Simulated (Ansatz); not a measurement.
**The atomisation energy (no zero-point term) down a group: O to Te**

One atom is swapped for its congeners: SiH3(OH) (silanol); SiH3(SH) (sulfanylsilane); SiH3(SeH); SiH3(TeH). All are singlets with charge 0.

Shapes, held fixed at every level: PBE0-D4/def2-TZVP. Programs: Ansatz 0.2.0. Values in eV.

| level | SiH3(OH) | SiH3(SH) | SiH3(TeH) |
| --- | --- | --- | --- |
| SPW92/def2-TZVPP | 22.25 | 19.46 | 17.72 |
| wB97M-V/def2-TZVPP | 20.04 | 17.72 | 15.84 |
| wB97X-V/def2-TZVPP | 20.08 | 17.80 | 16.08 |
| B2PLYP/def2-TZVPP | 19.80 | 17.34 | 15.66 |
| MP2/def2-TZVPP | 19.68 | 17.03 | 15.32 |
| CCSD(T)/def2-SVP | 18.51 | 16.28 | 14.68 |
| CCSD(T)/def2-TZVPP | 19.58 | 17.19 | 15.57 |

Question: Estimate the column for SiH3(SeH) from its neighbours.

Answer: The mean of the neighbours at CCSD(T)/def2-TZVPP is 16.38 eV, against 16.48 from the run. All rows: SPW92/def2-TZVPP 18.68; wB97M-V/def2-TZVPP 16.79; wB97X-V/def2-TZVPP 16.99; B2PLYP/def2-TZVPP 16.58; MP2/def2-TZVPP 16.27; CCSD(T)/def2-SVP 15.63; CCSD(T)/def2-TZVPP 16.48 eV. At CCSD(T)/def2-TZVPP the atomisation energy falls at every step, from 19.58 to 15.57 eV. Every level shows the same order. For atoms past krypton def2 sets carry core potentials with scalar relativity. Relativity is left out for Se unless named. Correlated rows may include outer-core shells of Se, Te, which these sets cover unevenly. Spin-orbit coupling, which grows down the group, is left out (summed over each molecule's free atoms 0.03, 0.04, 0.14, 0.28 eV).

Replacing oxygen by its heavier congeners weakens the total binding at every level, with the largest loss between O and S. Since the SiH3 unit is common to the series, the decline mainly reflects weaker Si–X and X–H bonds. Oxygen's compact 2p orbitals overlap well with their partners, and its high electronegativity adds strong ionic character, especially to the bond with silicon. From sulfur onwards the valence p orbitals are more diffuse and the bonds less polar. The step from S to Se is the smallest in every row, consistent with the filled 3d shell, which screens the nuclear charge poorly and keeps selenium close to sulfur in size and electronegativity.

The rise in the CCSD(T) value for silanol from 18.51 to 19.58 eV with the larger basis suggests that the correlation energy is not yet converged, so closeness to the larger-basis result is no safe ranking of the functionals. Nor do total atomisation energies show how the loss divides between the Si–X and X–H bonds.
